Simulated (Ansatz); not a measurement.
# Distance dependence of the Mn–Mn exchange couplings in antiferromagnetic MnIr (CuAu-type) from PBEsol linear response

We calculate the exchange couplings J between manganese atoms in CuAu-type MnIr, shell by shell out to 8.62 Å, with PBEsol in a collinear antiferromagnetic state. The question is how they fall off and change sign with distance, and which shells hold the order. Mn–Ir antiferromagnets pin the magnetization of neighbouring layers in read heads and magnetic memories, and their thermal stability rests in part on these couplings. A positive J favours parallel moments. Each shell is judged by its part in the mean field of the calculated state, where a negative part works against that state. Couplings at constrained moments are set beside those at rigid moments; no comparison with measurement is made here. The state is the lowest of a few collinear starts, so the order discussed is that of this state.

## Computational details

One system, MnIr (CuAu-type, P4/mmm), in the lowest of the collinear states that were tried (antiferromagnetic, 4 atom(s), 2 counted as magnetic, largest moment 2.80 muB), from measured cells of the Crystallography Open Database. Ansatz 0.2.0, plane waves with the earlier PAW datasets of its set soft_1, cutoff 420 eV, collinear spins without spin-orbit coupling, Fermi-Dirac smearing of 0.1 eV. The k mesh is 7×14×12 and the sums for the couplings run over 7×14×12. Functional: PBEsol, Dudarev U (eV) none. The couplings are taken at constrained moments: the directions are held and the rest of the density and field relaxes in linear response. A second set comes from the magnetic force theorem at rigid moments: each moment turns with its exchange field frozen. The mean-field temperature from all couplings of the first set is 1686 K. Shells are pairs of one length, elements and relative sign; shells whose pairs differ much, and those beyond half the range that the mesh resolves, are left out. By the count of bands on its mesh the state is metallic.

Notes on method and selection:

- J is defined by E = -sum over ordered pairs (each pair twice) of J e_i.e_j with unit vectors e, a classical Heisenberg model without biquadratic or multi-spin terms, so J > 0 favours parallel moments and the moment's size is inside J.
- The state is the lowest of a few collinear starts and need not be the true ground state; spin-orbit coupling is left out.
- Far couplings are the most sensitive to the k mesh.
- Couplings at rigid moments can miss in size and sometimes in sign.
- Ansatz's own search for a lower self-consistent state was switched off in these runs, so a run may rest in a state that is not the lowest for its pattern of moments.
- Runs whose couplings were flagged as in doubt, moved by over 30 per cent with the upper empty bands, lost their pattern of moments or rest on unlike orbital states are not listed.
- For crystals with 4f or 5f elements only couplings at constrained moments are used, since rigid ones can be several times too large.
- Runs that did not converge, have known faults or may not be shown are not listed, and runs on Ansatz's PAW sets soft_1 and soft_2 are kept to separate tables.

Columns:

- distance (Å): distance of the pair.
- neighbours: such neighbours per magnetic atom.
- pair: elements and relative sign of the two moments in this state.
- J, constrained (meV): mean J of the shell at constrained moments.
- J, rigid (meV): mean J of the same pairs at rigid moments.
- part in mean field (meV): J times neighbours times the relative sign, first set: the shell's part in the mean field that holds this state (negative: it works against the state).

Input lines of one member:

```
magnetization:
  spin_polarized: true
kpoints:
  mp_grid: { grid: [7, 14, 12] }
  band_path:
    path:
      - [0.0, 0.0, 0.0]
      - [0.5, 0.5, 0.0]
      - [1.0, 0.5, 0.0]
      - [0.0, 0.0, 0.0]
      - [0.0, 0.0, 0.5]
      - [0.5, 0.5, 0.5]
      - [1.0, 0.5, 0.5]
    npoints: 11
hamiltonian:
  xc: pbesol
  pseudopotentials: { kind: paw, azcp: { folder: soft_1 }, xc_functional: pbe }
scf:
  occupations: { method: fermi_dirac, width: 0.1 }
  lower_state_search: "off"
output:
  write_bands: true
  eigenstates:
    nscf_kmesh: { grid: [7, 14, 12] }
    top_band: c64
    exchange_couplings: { magnetic: [{ species: Mn }] }
```

Command (options for logging and memory left out): `ansatz run input.yaml`

## Computed values

| member | distance (Å) | neighbours | pair | J, constrained (meV) | J, rigid (meV) | part in mean field (meV) |
| --- | --- | --- | --- | --- | --- | --- |
| Mn–Mn at 2.73 Å, opposed | 2.73 | 4 | Mn–Mn, opposed | −27.842 | −24.464 | 111.37 |
| Mn–Mn at 3.64 Å | 3.64 | 2 | Mn–Mn, parallel | 7.540 | 6.274 | 15.08 |
| Mn–Mn at 3.85 Å | 3.85 | 4 | Mn–Mn, parallel | 1.994 | 2.057 | 7.97 |
| Mn–Mn at 4.55 Å, opposed | 4.55 | 8 | Mn–Mn, opposed | −5.870 | −5.032 | 46.96 |
| Mn–Mn at 5.30 Å | 5.30 | 8 | Mn–Mn, parallel | ? | ? | ? |
| Mn–Mn at 5.45 Å | 5.45 | 4 | Mn–Mn, parallel | −1.900 | −1.348 | −7.60 |
| Mn–Mn at 6.10 Å, opposed | 6.10 | 8 | Mn–Mn, opposed | −0.614 | −0.517 | 4.91 |
| Mn–Mn at 6.56 Å | 6.56 | 8 | Mn–Mn, parallel | −0.380 | −0.001 | −3.04 |
| Mn–Mn at 7.10 Å, opposed | 7.10 | 16 | Mn–Mn, opposed | −0.008 | −0.216 | 0.12 |
| Mn–Mn at 7.29 Å | 7.29 | 2 | Mn–Mn, parallel | −1.268 | −0.785 | −2.54 |
| Mn–Mn at 7.71 Å | 7.71 | 4 | Mn–Mn, parallel | 1.013 | 0.772 | 4.05 |
| Mn–Mn at 7.78 Å, opposed | 7.78 | 8 | Mn–Mn, opposed | 0.170 | 0.068 | −1.36 |
| Mn–Mn at 8.18 Å, opposed | 8.18 | 4 | Mn–Mn, opposed | −0.721 | −0.424 | 2.88 |
| Mn–Mn at 8.24 Å | 8.24 | 8 | Mn–Mn, parallel | 0.219 | 0.207 | 1.76 |
| Mn–Mn at 8.53 Å | 8.53 | 8 | Mn–Mn, parallel | −0.556 | −0.400 | −4.45 |
| Mn–Mn at 8.62 Å | 8.62 | 8 | Mn–Mn, parallel | 0.014 | 0.029 | 0.11 |

Cells marked ? are withheld until the estimate has been made.

## Reading the trend

The couplings weaken strongly with distance, but not steadily. The nearest pairs, at 2.73 Å within a manganese plane, have −27.842 meV. The size drops to 1.994 meV at 3.85 Å and rises again to 5.870 meV at 4.55 Å. From 6.10 Å outwards no shell exceeds 1.3 meV in size.

Two shells dominate among those shown. The nearest gives 111.37 meV of the mean field and the one at 4.55 Å gives 46.96 meV, together 111.37 + 46.96 = 158.33 meV. All shown parts add up to 111.37 + 15.08 + 7.97 + 46.96 − 7.60 + 4.91 − 3.04 + 0.12 − 2.54 + 4.05 − 1.36 + 2.88 + 1.76 − 4.45 + 0.11 = 176.22 meV, so these two make up 90 per cent. They do different work. The nearest shell sets the alternation of moments within each plane. The shell at 4.55 Å joins adjacent planes diagonally and favours the parallel stacking of atoms directly above one another. Its part is 46.96 / 15.08 = 3.1 times that of the direct vertical pairs at 3.64 Å, because it has four times as many neighbours.

The strong negative coupling at 2.73 Å is what theory expects of manganese with a nearly half-filled d shell: hopping between neighbours lowers the energy more when their moments are opposed. At larger distances the coupling passes through iridium states and conduction electrons. Its sign then depends on direction and on the shape of the Fermi surface as well as on length. Along the in-plane row of nearest neighbours it stays negative at 2.73, 5.45 and 8.18 Å, whereas along the vertical axis it changes from 7.540 meV at 3.64 Å to −1.268 meV at 7.29 Å.

Five shown shells oppose the state, the strongest being that at 5.45 Å with −7.60 meV. Rigid moments give the same sign in every shown row, with a nearest coupling smaller in size by 27.842 − 24.464 = 3.378 meV. Far couplings of a few tenths of a meV are sensitive to the k mesh, and we attach no mechanism to their individual signs.

## An estimate before looking

Plain estimates from the members shown:

- Mn–Mn at 5.30 Å, straight-line interpolation between Mn–Mn at 4.55 Å, opposed and Mn–Mn at 5.45 Å: w = (5.30 − 4.55) / (5.45 − 4.55) = 0.833, so −5.870 + 0.833 × (−1.900 − (−5.870)) = −2.562 meV

The straight line in distance gives −2.562 meV, but it joins a diagonal pair between planes to a pair within a plane. Since the coupling depends on direction, we use the mean-field temperature instead, which contains the withheld shell.

For this definition of J, k_B T = (2/3) J₀, where J₀ is the sum of all parts in the mean field. With k_B = 0.08617 meV/K, J₀ = 1.5 × 0.08617 × 1686 = 217.9 meV. The shown parts add up to 176.22 meV, which leaves 217.9 − 176.22 = 41.7 meV. If shells beyond 8.62 Å cancel, the eight neighbours at 5.30 Å have J = 41.7 / 8 = 5.2 meV.

The structure makes a large value plausible: an iridium atom lies exactly midway between the two manganese atoms of this pair, so a straight Mn–Ir–Mn path is available. Geometry alone does not fix the sign; the sum does.

The neglect of far shells can be tried on the ten from 6.10 to 8.62 Å. Their parts add up to only 2.44 meV, so leaving them out would have shifted the estimate by 2.44 / 8 = 0.3 meV. That cancellation may be less complete farther out. Added with random signs, the same ten parts would give a root-sum-square of 9.4 meV, and we take this as the uncertainty of the unseen tail: 9.4 / 8 = 1.2 meV.

**Committed estimate, Mn–Mn at 5.30 Å: J, constrained = 5.2 ± 1.2 meV.**

## Check

| member | distance (Å) | neighbours | pair | J, constrained (meV) | J, rigid (meV) | part in mean field (meV) |
| --- | --- | --- | --- | --- | --- | --- |
| Mn–Mn at 5.30 Å | 5.30 | 8 | Mn–Mn, parallel | 6.267 | 4.900 | 50.13 |

| member | estimate | J, constrained (meV) | computed | estimate − computed | miss in error bars |
| --- | --- | --- | --- | --- | --- |
| Mn–Mn at 5.30 Å | committed | 5.200 | 6.267 | −1.067 | 0.9 |
| Mn–Mn at 5.30 Å | interpolation | −2.562 | 6.267 | −8.829 |  |

The estimate of 5.2 ± 1.2 meV lies 1.067 meV below the computed 6.267 meV, inside its error bar. The interpolation in distance gave −2.562 meV, with the wrong sign and a miss of 8.829 meV.

The sum behind the mean-field temperature fixed both sign and size. The assumption that shells beyond 8.62 Å cancel was only roughly right. With the new row the listed parts add up to 176.22 + 50.13 = 226.35 meV, against 217.9 meV from the temperature, so the farther shells together contribute about −8 meV and work against the state.

The result also changes the ranking: this shell, with 50.13 meV, is the second strongest support of the order, ahead of the one at 4.55 Å. The parallel coupling fits a path through the iridium atom midway between the pair, but polarization of a shared iridium atom cannot be the whole mechanism. It would favour parallel moments at 4.55 Å too, where the pairs also share iridium neighbours and J is −5.870 meV.

## Outliers

The shell at 5.30 Å departs most clearly from a smooth decay. Its 6.267 meV stands between −5.870 meV at 4.55 Å and −1.900 meV at 5.45 Å, and it is about three times the coupling at 3.85 Å. It is the only listed shell with an iridium atom exactly at the midpoint of the pair, which makes a strong coupling through iridium states a likely reason, though geometry alone does not prove it.

The shell at 3.85 Å is weak for its short distance, with only 1.994 meV. These pairs lie along the diagonal of a manganese plane. Contributions of opposite sign may nearly cancel there, a possibility that the total couplings leave open.

Farther out, −1.268 meV at 7.29 Å and 1.013 meV at 7.71 Å exceed in size all three couplings between 6.10 and 7.10 Å. Both pairs continue a straight row of manganese atoms, vertical in the first case and along the plane diagonal in the second. Conduction electrons can carry exchange farther along some directions than others, though the k mesh also affects couplings at this range.

## Conclusions

Three shells, at 2.73, 4.55 and 5.30 Å, carry the order of this state. The first sets the alternation within the planes; the other two, helped by the vertical pairs at 3.64 Å, align the stacking. Distance alone does not predict a coupling, whereas the mean-field sum recovered one missing eight-neighbour shell to about 1 meV because all the other near shells were known.

The three shells give 111.37 + 46.96 + 50.13 = 208.46 meV, hence a mean-field temperature of 208.46 / (1.5 × 0.08617) = 1613 K, against 1686 K from all couplings. The closeness owes something to cancellation, since all sixteen listed shells give 226.35 / (1.5 × 0.08617) = 1751 K.

Mean-field theory neglects correlated spin fluctuations, which lower the ordering temperature, typically by some tens of per cent. Spin–orbit coupling is strong in iridium and may alter the couplings that pass through it; it is also needed to find the axis along which the moments lie.

[Logs are printed without paths, hosts, clocks, repeated set-up lines and the standing remarks that a program may print on its own settings, such as how far it seeks lower states.]
